Tin monoxide is a layered crystal whose upright axis is longer than its two equal in-plane edges. Suppose its volume is held fixed while its shape is changed, so that it becomes flatter or taller. How much energy does that cost, and does the cost depend on whether the crystal has first been compressed or expanded? The table answers for five shapes, and the two others are to be forecast.

SnO (P4/nmm, 4-atom cell) computed with Ansatz 0.2.0: scalar-relativistic LDA without dispersion correction or spin polarization, PAW, 520 eV plane-wave cutoff, 12×12×10 k mesh, Gaussian smearing of 0.15 eV. Fractional atomic coordinates are held fixed, and free energies are relative to the relaxed crystal, whose shape ratio is 1.2359.

```csv
shape ratio,free energy change at volume per atom 14.532 angstrom^3 (meV an atom),free energy change at volume per atom 16.514 angstrom^3 (meV an atom),free energy change at volume per atom 18.496 angstrom^3 (meV an atom)
1.030,126.2,77.4,170.9
1.095,103.4,37.1,120.9
1.163,93.4,9.9,84.1
1.236,98.6,0.0,64.9
1.313,?,?,?
1.395,?,?,?
1.482,248.9,111.4,153.2
```

The shape ratio is the length of the upright axis divided by an in-plane edge. The middle energy column belongs to the volume of the relaxed crystal; the other two lie about 12% below and above it. These are called rest, compressed and expanded below.

**From 1.030 to 1.163: the flattened cells**

Successive shape ratios differ by nearly the same factor, so each row is one equal step in the logarithm of the ratio. At rest volume, one step of flattening from 1.236 costs 9.9 meV an atom and three steps cost 77.4. A perfect spring would ask nine times the first value, about 89. Flattening therefore becomes somewhat easier than a spring law says.

The outer columns add something that the rest column cannot show. The flattest cell costs 126.2 meV an atom when compressed but 170.9 when expanded, so of these two volumes a very flat crystal prefers the smaller. Two rows further down, at 1.163, that preference has already turned round.

**At 1.236: the shape at rest**

The relaxed crystal defines the zero of energy. In the compressed column, however, this shape is no longer the best one in the table: it costs 98.6 meV an atom, against 93.4 at 1.163. Compression favours a flatter cell.

The atoms keep their fractional positions throughout, so tin cannot shift within its layer when the cell changes. The energies away from rest are therefore too high. The direction of the shape change agrees with the known softness of this crystal along its upright axis, but its size should not be carried over to a real sample.

**At 1.482: the tallest cell**

This cell lies as far above the rest shape, in logarithmic steps, as the flattest lies below it. Yet at rest volume it costs 34 meV an atom more. The preference for volume is also reversed: 248.9 compressed against 153.2 expanded.

Geometry suggests why. Each Sn–O bond slants, so stretching the cell upright lengthens one part of the bond and shortens the other. From the flattest to the tallest cell at rest volume, the bond shortens from 2.24 to 2.19 Å, while the distance between neighbouring oxygens in the plane falls from 2.83 to 2.51 Å.

At rest volume the bond in the tall cell stays closer to its relaxed 2.20 Å than the bond in the flat cell does. Bond length alone would therefore make the flat cell the dearer one. Crowding in the plane, where repulsion between oxygens rises steeply, is the likelier reason that the tall cell costs more.

The reversal with volume may also involve the bonds. Compression shortens them, and a flat shape gives back part of the lost length. Expansion lengthens them, and a flat shape lengthens them further. These are arguments from structure, since the energies are not divided into contacts, and the density functional used here lacks true dispersion forces across the gap.

**A curve for the two open rows**

Let $x$ be the natural logarithm of the shape ratio divided by its rest value, and $v$ that of the volume divided by its rest value. The in-plane edges then change by $(v-x)/3$ and the upright axis by $(v+2x)/3$, both as logarithms. Give the plane a stiffness $K_a$ and the axis a stiffness $K_c$, as two independent springs:

$$E = K_a\left(\frac{v-x}{3}\right)^2 + K_c\left(\frac{v+2x}{3}\right)^2 .$$

Multiplying out gives a mixed term, $(4K_c-2K_a)\,vx/9$. If the plane is stiff enough, this term is negative, and compression (negative $v$) makes tall shapes (positive $x$) costlier. In a cubic crystal such as magnesium oxide, the three edges are equivalent and the mixed term vanishes by symmetry. Slight compression would then leave the best ratio at one.

The springs explain only the sign. With positive stiffnesses they would make a change of shape $x$ cost at least as much as an equal change of volume $v$. In the table, $x=-0.121$ at rest volume costs 37.1 meV an atom, whereas $v=-0.128$ at the rest shape costs 98.6. Plane and axis are therefore not independent: squeezing one makes the other harder to squeeze.

For forecasting, the springs are replaced by a more flexible curve. At rest volume the relaxed cell is a minimum, so the cost begins with $x^2$, and a term in $x^3$ allows for the difference between tall and flat. Compression or expansion each adds a constant, a term in $x$ and a term in $x^2$. The coefficients come from the five known rows only.

The ratio 1.395 at rest volume, which took no part in the fit, serves as a worked case. Here $x=\ln(1.395/1.236)=0.121$, and the energy in meV an atom is

$$2858\,x^2+2886\,x^3 \approx 41.9+5.1 = 47.0 .$$

A simpler rule would let only the distance from rest count, whichever the direction. It would copy the value at 1.095, which is 37.1.

The forecasts, in meV an atom, are these:

| shape ratio | compressed | rest | expanded |
|---|---|---|---|
| 1.313 | 124 ± 5 | 11 ± 3 | 68 ± 3 |
| 1.395 | 173 ± 5 | 47 ± 3 | 96 ± 3 |

The ranges are judgements, because five rows leave little with which to test such a curve. The band gap also closes somewhere on the map, which could disturb its smoothness; the compressed column gets a wider range for that reason. In both rows the rest volume should be cheapest and the compressed one dearest. In the expanded column, 1.313 should lie slightly above 1.236, but only by about the error bar, so that order is not firm.

The withheld rows as computed:

```csv
shape ratio,free energy change at volume per atom 14.532 angstrom^3 (meV an atom),free energy change at volume per atom 16.514 angstrom^3 (meV an atom),free energy change at volume per atom 18.496 angstrom^3 (meV an atom)
1.313,123.0,10.8,67.4
1.395,171.9,46.5,95.5
```

**At 1.313: one step taller**

All three forecasts hold. Before rounding, they are too high by 0.9 meV an atom compressed, 0.3 at rest and 0.5 expanded. At rest volume this row hardly separates the curve from the simpler rule, because the cubic term is still small so close to the minimum.

The doubtful order in the expanded column also came out as forecast, with 67.4 at 1.313 against 64.9 at 1.236. The two shapes cost nearly the same because the best one lies between them: the curve puts it near 1.265. Expansion favours a taller cell, just as compression favours a flatter one.

**At 1.395: two steps taller**

Here the simpler rule fails. The computed cost at rest volume is 46.5 meV an atom, about 9 above what the rule gives, while the curve is only 0.5 too high. Stretching and flattening by the same factor are therefore different loads for this crystal.

Before rounding, the other two forecasts are too high by 0.8 compressed and 0.5 expanded. That all six err in the same direction is less striking than it looks, since the rest-volume curve enters every column and passes its own error on. The ranges were much wider than they needed to be, and no break in smoothness shows at these six points. The printed analysis below gives the fits in full.

**What compression does to the shape**

The curve also tells how the crystal shares out a compression when its shape is free to adjust. At the smallest volume its best ratio is about 1.18, and the upright axis then takes 59% of the logarithmic volume change. A uniform squeeze would give it one third. The coupling between volume and shape is thus the energy map's way of saying that the crystal is softest across its layers.

Yet this freedom saves little energy. Passing from 1.236 to 1.163 in the compressed column recovers only about 5 of nearly 99 meV an atom. With fixed fractional positions, any change in the length of the upright axis compresses or stretches the layers and the gap between them by the same factor. A real crystal could close the gap while keeping its Sn–O bonds nearly intact. How far the best shape moves, and how much of the remaining cost disappears, once tin is free to shift at every point of the map, is the question to settle before such energies are used to estimate the stiffness of a film or a crystal.

Numerical output:

```
fit of E_3 on 5 rows: coefficient of x2 2858 +/- 3.8, coefficient of x3 2886 +/- 21; rms 0.144, worst 1.095 -0.3, leave-one-out rms 1.57
  rows outside the fit (model, value, miss): 1.313 11.08, 10.8, 0.275; 1.395 46.97, 46.5, 0.468
fit of addc on 5 rows: constant 98.66 +/- 0.26, coefficient of x 244.1 +/- 1.3, coefficient of x2 -165.6 +/- 11; rms 0.226, worst 1.095 0.373, leave-one-out rms 0.562
  rows outside the fit (model, value, miss): 1.313 112.8, 112.2, 0.609; 1.395 125.8, 125.4, 0.374
fit of adde on 5 rows: constant 65.14 +/- 0.21, coefficient of x -142.6 +/- 1.1, coefficient of x2 76.12 +/- 9.3; rms 0.184, worst 1.095 -0.27, leave-one-out rms 1.81
  rows outside the fit (model, value, miss): 1.313 56.8, 56.6, 0.197; 1.395 48.99, 49, -0.00623
error bar of the forecasts, compressed volume (meV an atom): 5
error bar of the forecasts, rest and expanded volume (meV an atom): 3
Forecast, computed value and miss (forecast less computed), meV an atom:
    row  compressed forecast  compressed computed  compressed miss  rest forecast  rest computed  rest miss  expanded forecast  expanded computed  expanded miss
   1.03                126.2                126.2         -0.03081          77.51           77.4      0.107              171.2              170.9          0.278
  1.095                103.5                103.4          0.07336           36.8           37.1    -0.2995              120.3              120.9        -0.5697
  1.163                93.13                 93.4          -0.2666           9.94            9.9    0.04043              84.04               84.1       -0.05713
  1.236                98.66                 98.6          0.06441              0              0          0              65.14               64.9          0.238
  1.313                123.9                  123           0.8841          11.08           10.8     0.2751              67.87               67.4          0.472
  1.395                172.7                171.9           0.8415          46.97           46.5      0.468              95.96               95.5         0.4617
  1.482                248.9                248.9           0.0284          111.4          111.4    0.02091              153.2              153.2       -0.02034
tallest less flattest cell at rest volume (meV an atom): 34
expanded less compressed energy, known rows in order (meV an atom): 44.7, 17.5, -9.3, -33.7, -95.7
forecast at 1.313 less computed value at 1.236, expanded (meV an atom): 2.972
best shape ratio of the model, compressed volume: 1.177
best shape ratio of the model, expanded volume: 1.265
share of the compression taken by the long axis at the best shape (percent): 59
Sn-O distance at rest volume, all rows in order (angstrom): 1.03 2.244, 1.095 2.227, 1.163 2.214, 1.236 2.204, 1.313 2.197, 1.395 2.194, 1.482 2.194
in-plane O-O distance at rest volume, all rows in order (angstrom): 1.03 2.831, 1.095 2.773, 1.163 2.718, 1.236 2.664, 1.313 2.611, 1.395 2.558, 1.482 2.507
```
